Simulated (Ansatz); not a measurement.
# A series in temperature on Li7Bi

Results calculated with Ansatz 0.2.0, not measured. Harmonic vibrational free energy, entropy and heat capacity at constant volume, per atom, from the force constants of a q mesh, imaginary modes left out; plane waves with PAW datasets, Gamma-centred k mesh.

Structure of every row (space group I4mm, No. 107):
```
CELL_PARAMETERS angstrom
5.00060 -3.21170 0.32620
5.00060 3.21170 0.32620
-4.42940 0.00000 4.65250
ATOMIC_POSITIONS crystal
Li 0.01994 0.47559 0.02123
Li 0.47558 0.01993 0.47682
Li 0.47559 0.01994 0.02123
Li 0.01993 0.47558 0.47682
Li 0.99056 0.99056 0.49183
Li 0.49053 0.49053 0.99179
Li 0.55787 0.55787 0.55914
Bi 0.96121 0.96121 0.96247
```

Settings of every row: functional PBE; dispersion none; spin none; wave cutoff 420 eV; k mesh 8x8x8; occupations fermi dirac; smearing width 0.15 eV; pressure 0 GPa; phonon method linear response; q mesh 2x2x2.

Limits: image ties in doubt; metal sensitive to the k mesh; phonon interpolation lacks quadrupole term; structure snapped to symmetry; symmetry narrowed by fft grid; no spin-orbit coupling, which can matter with elements this heavy; the cell comes from a prototype or a list of computed structures and needn't be the stable phase.

```csv
row,temperature (K),phonon heat capacity (kB/atom),phonon entropy (kB/atom),phonon free energy (meV/atom)
1,200,2.433,2.593,18
2,300,?,?,?
3,400,2.838,4.445,-44
4,500,2.894,5.085,-85.2
5,600,2.926,5.616,-131.4
6,700,2.945,6.068,-181.7
7,800,2.958,6.462,-235.8
8,900,2.967,6.811,-293
9,1000,2.973,7.124,-353.1
```

Question: what phonon heat capacity and phonon entropy should row 2 give?

Worked fit of phonon heat capacity. At high temperature a harmonic heat capacity falls short of its limit by a term in 1/T², so take t = (100 K / T)². The shown rows have t = 0.25, 0.0625, 0.04, 0.02778, 0.02041, 0.01562, 0.01235, 0.01. Least squares give phonon heat capacity = 2.9998 − 2.7029 × t + 1.743 × t² kB/atom; a straight line predicts inner rows, each left out in turn, worse (root mean square 0.0069 against 0.00057 kB/atom). All shown rows lie on it to the printed digit. The constant, 2.9998 kB/atom, is to be held against the harmonic limit of 3 k_B an atom. The withheld row has t = 0.11111, so the fit gives 2.9998 − 2.7029 × (0.11111) + 1.743 × (0.11111)² = 2.721 kB/atom.

The calculation gave 2.722 kB/atom. The fit lies 0.001 kB/atom (0.19 % of the column's range) below it, one unit of the last digit.

Worked fit of phonon entropy. Entropy rises as the heat capacity times the change of ln T, so take t = ln(T / 300 K). The shown rows have t = -0.4055, 0.2877, 0.5108, 0.6931, 0.8473, 0.9808, 1.0986, 1.204. Least squares give phonon entropy = 3.6652 + 2.70823 × t + 0.14163 × t² kB/atom; a straight line predicts inner rows, each left out in turn, worse (root mean square 0.037 against 0.0085 kB/atom). The rows lie off it by 0.003, -0.011, -0.001, 0.006, 0.006, 0.004, 0.000, -0.007 (root mean square 0.0058 kB/atom), a smooth pattern that one more power would take up: the form is only approximate. The slope at t = 0, 2.71 kB/atom, estimates the heat capacity at 300 K. The withheld row has t = 0, so the fit gives 3.6652 + 2.70823 × (0) + 0.14163 × (0)² = 3.665 kB/atom.

The calculation gave 3.644 kB/atom. The fit lies 0.021 kB/atom (0.46 % of the column's range) above it; its largest miss of a shown row is 0.011 kB/atom.

The other values of row 2: phonon free energy -9 meV/atom.
